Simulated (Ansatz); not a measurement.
# 4 guesses for Ti6Ge and where they end

Computed with Ansatz 0.2.0, DFT PBE, scalar-relativistic, plane waves, PAW. All cells share a 420 eV cutoff and Γ-centred k meshes spaced about 0.3 Å⁻¹ or finer (0.25 for metals, 2π included). No spin polarisation in the final relaxations.

Each guess was relaxed in cell and atoms at zero pressure, within the symmetry of its start. Temperature and zero-point effects are left out. Coordination counts Ti atoms around Ge (those within 1.25 times the shortest such distance or 1.15 times the sum of covalent radii; a plus sign parts nearer from farther groups).

```csv
guess,made from,start group,V start (Å³/atom),end group,V end (Å³/atom),coordination at the end,gap on mesh (eV),E over the lowest end (meV/atom)
1,random cell,I4/mmm,17.4,I4/mmm,18.1,Ge 8+4,0,83
2,random cell,P-62m,14.6,P-62m,17.0,Ge 12,0,0
3,random cell,Fm-3m,15.8,?,?,?,?,?
4,random cell,P4/mmm,16.9,P4/mmm,17.5,Ge 12,0,61
```

Guess 3 as it starts:

```
Ti Ge
1.0
     0.00000    3.80848    3.80848
     3.80848    0.00000    3.80848
     3.80848    3.80848    0.00000
Ti Ge
6 1
Direct
  0.50000 0.00000 0.00000
  0.00000 0.50000 0.50000
  0.00000 0.50000 0.00000
  0.50000 0.00000 0.50000
  0.00000 0.00000 0.50000
  0.50000 0.50000 0.00000
  0.00000 0.00000 0.00000
```

Q: Fill in the missing row: what does this guess relax into, and where does it rank?

A: It ends in space group Fm-3m (No. 225), with a = 7.929 Å, 17.8 Å³/atom and no gap; its coordination is Ge 12. It lies 58 meV/atom over the lowest end, above guess 2 and within the noise of guess 4. Counting Ti atoms around Ge, this end and the lowest (guess 2) both have Ge 12.

Space group Fm-3m (No. 225). a = 7.929 Å, b = 7.929 Å, c = 7.929 Å, α = 90.00°, β = 90.00°, γ = 90.00°
| atom | site | symmetry | x | y | z |
| --- | --- | --- | --- | --- | --- |
| Ti | 24d | m.mm | 0.0000 | 0.7500 | 0.7500 |
| Ge | 4a | m-3m | 0.0000 | 0.0000 | 0.0000 |

Energies over the elements count from the elements' standard structures at the same level, with no fitted energy shifts.

Q: Is the lowest end bound against the elements?

A: Too close to call: its formation energy is +0.03 eV/atom. The formation energy is too near zero to say whether this cell lies below the elements.

The k mesh leaves some 4 meV/atom of noise in the energy of each metallic cell. A magnetic state wasn't ruled out in cells without spin, among them P-62m. With atoms moved at random, P-62m (by 229 meV/atom) fell into a lower structure. Without a clear test, and held by symmetry: Fm-3m, P4/mmm and I4/mmm. A lower structure may well exist outside this small set. Some candidate types were left out of the draw beforehand, so a known form may be missing.

The P-62m end is the lowest of the four, but it is a symmetry-constrained stationary point rather than a minimum. Its drop of 229 meV/atom on distortion exceeds the whole spread among the ends, so their order says little about the true ground state. The drop also far outweighs the formation energy of +0.03 eV/atom, which puts the distorted structure below the elements, though not necessarily below a mixture of titanium and a germanide richer in Ge.

Ge coordination alone doesn't set the energy, since three ends share Ge 12 yet P-62m lies well below the other two. It is also the densest end, and the least dense, I4/mmm, is the highest. In so Ti-rich a metal, cohesion probably depends largely on Ti–Ti d bonding, alongside Ti d–Ge p hybridisation, and open packing weakens both. The Fm-3m end illustrates this: its atoms occupy an fcc-like framework with ordered vacancies, including one at the cell centre, which symmetry prevents from collapsing.
